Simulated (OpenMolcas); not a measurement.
## Predicting a hybrid from its neighbours: AlSnSiH7

AlSnSiH7 has 10 atoms, charge 0, and is taken as a singlet. SMILES: `[SiH3][AlH][SnH3]`. Geometry: relaxed at PBE0-D4/def2-TZVP.

The HOMO–LUMO gap y, in eV, basis def2-SVP with a core potential; a is the functional's share of exact exchange. Programs: OpenMolcas 26.06.

| functional | program | a | y (eV) |
| --- | --- | --- | --- |
| BLYP | OpenMolcas | 0 | 2.99 |
| revPBE | OpenMolcas | 0 | 3.05 |
| B3LYP | OpenMolcas | 0.2 | ? |
| PBE0 | OpenMolcas | 0.25 | 4.68 |
| BHLYP | OpenMolcas | 0.5 | 6.33 |

Task: Fit y = c + s·a to the known rows and predict B3LYP.

Result: 
1. Means of the 4 rows: a = 0.1875, y = 4.263.
2. Σ(Δa)² = 0.17188, Σ(Δa·Δy) = 1.1381, so the slope is 1.1381/0.17188 = 6.6215.
3. Intercept: 4.263 − (6.6215) × 0.1875 = 3.021. The largest residual of the fit is 0.031.
4. B3LYP: 3.021 + (6.6215) × 0.2 = 4.35 eV.

The run gave 4.33 eV, so the prediction is off by +0.02 eV, within the largest residual. Exact exchange lowers occupied levels and raises empty ones. The rows mix families of semi-local functionals, which the line can't see.

The gap widens almost in proportion to the share of exact exchange, from 2.99 eV with BLYP to 6.33 eV with BHLYP, while the two semi-local functionals differ by far less. Such near-linearity is expected when the frontier orbitals keep their shape: the exchange operator enters the orbital equations in proportion to a, so the levels shift essentially to first order. The slope then reflects how differently non-local and semi-local exchange act on the HOMO and LUMO. An empty orbital gains no self-exchange term to offset the repulsion from all the electrons, whereas an occupied one does.

In this molecule the LUMO probably has much of the vacant p orbital on three-coordinate aluminium, and the HOMO is probably a σ combination of the Al–Si and Al–Sn bonds, made high-lying by the electropositive metal atoms. The good B3LYP prediction supports interpolation among these functionals for this molecule, but it doesn't establish which value of a best reproduces the fundamental gap, nor does any of these orbital gaps give the optical excitation energy directly.
